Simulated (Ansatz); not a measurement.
## Ligand exchange: H2O + Si(CH3)(OH)2(SiH3) → SiH4 + Si(CH3)(OH)3

Species: H2O `O`, singlet; Si(CH3)(OH)2(SiH3), singlet; SiH4 (silane) `[SiH4]`, singlet; Si(CH3)(OH)3, singlet. The partners trade OH for SiH3: H–OH and Si–SiH3 bonds give way to H–SiH3 and Si–OH.

Shapes, held fixed at every level: PBE0-D4/def2-TZVP. Flexible molecules stand in one conformer, not always the lowest. Programs: Ansatz 0.2.0. Electronic energies: no zero-point or thermal term.

| level | kind | ΔE (kJ/mol) | less CCSD(T)/CBS estimate |
| --- | --- | --- | --- |
| r2SCAN-D4/def2-TZVPP | meta-GGA | -137.2 | -1.7 |
| PBE0-D4/def2-TZVPP | global hybrid | -123.3 | +12.2 |
| wB97M-V/def2-TZVPP | range-separated hybrid | -143.8 | -8.3 |
| B2PLYP/def2-TZVPP | double hybrid | -144.7 | -9.2 |
| MP2/def2-TZVPP | perturbation theory | -144.7 | -9.2 |
| CCSD/def2-TZVPP | coupled cluster or CI | -143.6 | -8.1 |
| CCSD(T)/CBS estimate | coupled cluster or CI | -135.5 | 0.0 |

The highest level, CCSD(T)/CBS estimate, gives ΔE = -135.5 kJ/mol; the levels span -144.7 to -123.3. The column of differences is taken from that level and isn't an error. No measured value is set beside it here. The CBS estimate extrapolates MP2 from def2-TZVPP and def2-QZVPP and adds CCSD(T) − MP2 in the triple-zeta set, cores frozen.

Hydrolysis of the Si–Si bond is strongly exothermic at every level, so the sign of the reaction energy doesn't hinge on the treatment of correlation. The driving force is the exchange of a weak, nearly nonpolar Si–Si bond for a strong, highly polar Si–O bond. Oxygen's high electronegativity gives that bond a large ionic contribution, and donation from the oxygen lone pairs into σ* orbitals on silicon probably strengthens it further. The Si–H bond formed in silane is weaker than the O–H bond broken in water, so the gain at the Si–O bond has to outweigh that loss as well.

PBE0-D4 alone makes the reaction less exothermic than the highest level does. MP2 and CCSD nearly coincide in the same basis, so their common offset of roughly the same size from the reference probably reflects basis-set incompleteness, connected triples or both. The large energy release doesn't imply rapid hydrolysis, since attack by water on the Si–Si bond may face a considerable barrier without a catalyst.
